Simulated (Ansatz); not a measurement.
# LaSi2Pt2: energy above lowest point and pressure against volume scale

All results are calculated (Ansatz 0.2.0). Free energy against uniform scaling of the volume at fixed shape and fractions; periodic cell, basis, potentials, k mesh and filling as listed.

The cell before it is scaled or strained (space group P4/nmm, No. 129):
```
cell vectors (Å)
   4.3059     0.0000     0.0000
   0.0000     4.3059     0.0000
   0.0000     0.0000     9.8688
atoms (fractions of the cell vectors)
La  0.00000  0.50000  0.25605
La  0.50000  0.00000  0.74395
Si  0.00000  0.00000  0.50000
Si  0.50000  0.50000  0.50000
Si  0.00000  0.50000  0.87184
Si  0.50000  0.00000  0.12816
Pt  0.00000  0.00000  0.00000
Pt  0.50000  0.50000  0.00000
Pt  0.00000  0.50000  0.62046
Pt  0.50000  0.00000  0.37954
```

Settings of every row: functional PBEsol; dispersion none; potentials PAW; wave cutoff 420 eV; density cutoff 1680 eV; k mesh 6x6x3; k shift 0x0x0; occupations fermi dirac; smearing width 0.1 eV; spin none.

Limits: coarse k mesh, up to 40 meV an atom off; no spin-orbit coupling, which can matter with elements this heavy; the cell comes from a prototype or a list of computed structures and needn't be the stable phase.

| row | volume scale | V (Å³/atom) | energy above lowest point (meV/atom) | pressure (GPa) |
| --- | --- | --- | --- | --- |
| 1 | 0.9 | 16.468 | 69 | 16.55 |
| 2 | 0.925 | 16.925 | ? | ? |
| 3 | 0.95 | 17.383 | 8.3 | 5.25 |
| 4 | 0.975 | 17.84 | 0 | 0.7 |
| 5 | 1 | 18.298 | 3.7 | -3.24 |
| 6 | 1.025 | 18.755 | 18 | -6.64 |
| 7 | 1.05 | 19.212 | 41.2 | -9.58 |
| 8 | 1.075 | 19.67 | 72.3 | -12.11 |
| 9 | 1.1 | 20.127 | 110 | -14.27 |

Question: what energy above lowest point and pressure should row 2 give?

Worked fit of energy above lowest point. Take u = (V_r/V)^(2/3) − 1 with V_r = 18.526 Å³ an atom, which is twice the finite (Eulerian) strain; such expansions in the strain, on which the Birch-Murnaghan equation of state is built, carry the rest volume and the bulk modulus. The shown rows have u = 0.08167, 0.04337, 0.02547, 0.00829, -0.00816, -0.02395, -0.03916, -0.05376. Least squares give energy above lowest point = 9.65 − 866.8 × u + 18966 × u² + 6692 × u³ meV/atom; a parabola predicts inner rows, each left out in turn, worse (root mean square 0.51 against 0.05 meV/atom). The rows lie off it by 0.0, 0.0, 0.0, -0.1, 0.0, 0.0, 0.0, 0.0. Its lowest point lies at u = 0.0226, or V = 17.92 Å³ an atom, and the curvature there gives the bulk modulus at fixed shape and fractions, B = (4/9)(1 + u)² E″(u)/V = 161 GPa. Letting shape and atoms relax would as a rule lower it, by much in layered, chain or molecular crystals. The withheld row has u = 0.06211, so the fit gives 9.65 − 866.8 × (0.06211) + 18966 × (0.06211)² + 6692 × (0.06211)³ = 30.6 meV/atom.

The calculation gave 30.6 meV/atom. The fit meets it to the printed digit.

Worked fit of pressure. Take u = (V_r/V)^(2/3) − 1 with V_r = 18.526 Å³ an atom, which is twice the finite (Eulerian) strain; such expansions in the strain, on which the Birch-Murnaghan equation of state is built, carry the rest volume and the bulk modulus. The shown rows have u = 0.08167, 0.04337, 0.02547, 0.00829, -0.00816, -0.02395, -0.03916, -0.05376. Least squares give pressure = −5 + 206.75 × u + 662.4 × u² + 454 × u³ GPa; a parabola predicts inner rows, each left out in turn, worse (root mean square 0.035 against 0.0033 GPa). All shown rows lie on it to the printed digit. The pressure vanishes at u = 0.0225, or V = 17.92 Å³ an atom, and there the bulk modulus at fixed shape and fractions is B = −V dP/dV = (2/3)(1 + u) dP/du = 162 GPa. Letting shape and atoms relax would as a rule lower it, by much in layered, chain or molecular crystals. The withheld row has u = 0.06211, so the fit gives −5 + 206.75 × (0.06211) + 662.4 × (0.06211)² + 454 × (0.06211)³ = 10.51 GPa.

The calculation gave 10.5 GPa. The fit lies 0.01 GPa (0.032 % of the column's range) above it, one unit of the last digit.
